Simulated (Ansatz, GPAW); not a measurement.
## BiTe: 4 runs at one level of theory

```xyz
2
Lattice="2.4227 1.3988 3.3173 -2.4227 1.3988 3.3173 0.0000 -2.7975 3.3173" Properties=species:S:1:pos:R:3 pbc="T T T"
Bi    0.0000    0.0000    4.9759
Te    0.0000    0.0000    0.0000
```

The cell comes from a database or a generator and needn't be the stable form of this composition.

Alike in all runs: task band structure; functional PBEsol; k mesh 7 × 7 × 7; occupations fermi-dirac, width 0.05 eV; no spin polarisation; no spin-orbit coupling. Pressure is positive in compression and, in plane waves, holds the error of the finite cutoff, which Ansatz's Pulay term estimates and takes out.

```csv
program and potentials,plane-wave cutoff (eV),notes,pressure (GPa)
"Ansatz, Ansatz PAW",420,"potentials made for PBE, which Ansatz adapts in part; 15.5 valence electrons an atom on average; Pulay term of +0.03 GPa included",-2.32
"Ansatz, PAW datasets made for the crystal",240,10.5 valence electrons an atom on average,-2.31
"GPAW, PAW data sets generated for this functional",600,10.5 valence electrons an atom on average,-2.53
"Ansatz, all-electron LAPW, scalar-relativistic",-,-,-2.30
```

The pressure spans -2.53 (GPAW, PAW data sets generated for this functional) to -2.30 GPa (Ansatz, all-electron LAPW, scalar-relativistic), with all-electron results at -2.30.

The functional is the same throughout but for its coding, so the spread measures potentials, basis and numerics; runs on potential files found faulty are left out.

All four runs give a negative pressure, so the fixed cell is stretched relative to the PBEsol equilibrium and would shrink if its volume were relaxed. This probably reflects a cell taken from a functional that binds less tightly, such as PBE. PBEsol's weaker gradient enhancement of exchange favours denser solids, particularly those of heavy, polarisable atoms.

The sign doesn't depend on the treatment of the core. Both Ansatz PAW runs lie close to the all-electron value, while GPAW gives the strongest tension at -2.53 GPa. Since GPAW and the crystal-specific PAW datasets treat the same average number of valence electrons, that count alone can't explain the offset, which may come from dataset construction or residual basis error.

Spin-orbit coupling, which is strong in the Bi 6p shell, could shift the equilibrium volume by changing the p bonding, and agreement among these runs doesn't test that. Nor does a mean pressure show whether the rhombohedral shape is relaxed, as stresses along and across the threefold axis can partly cancel.
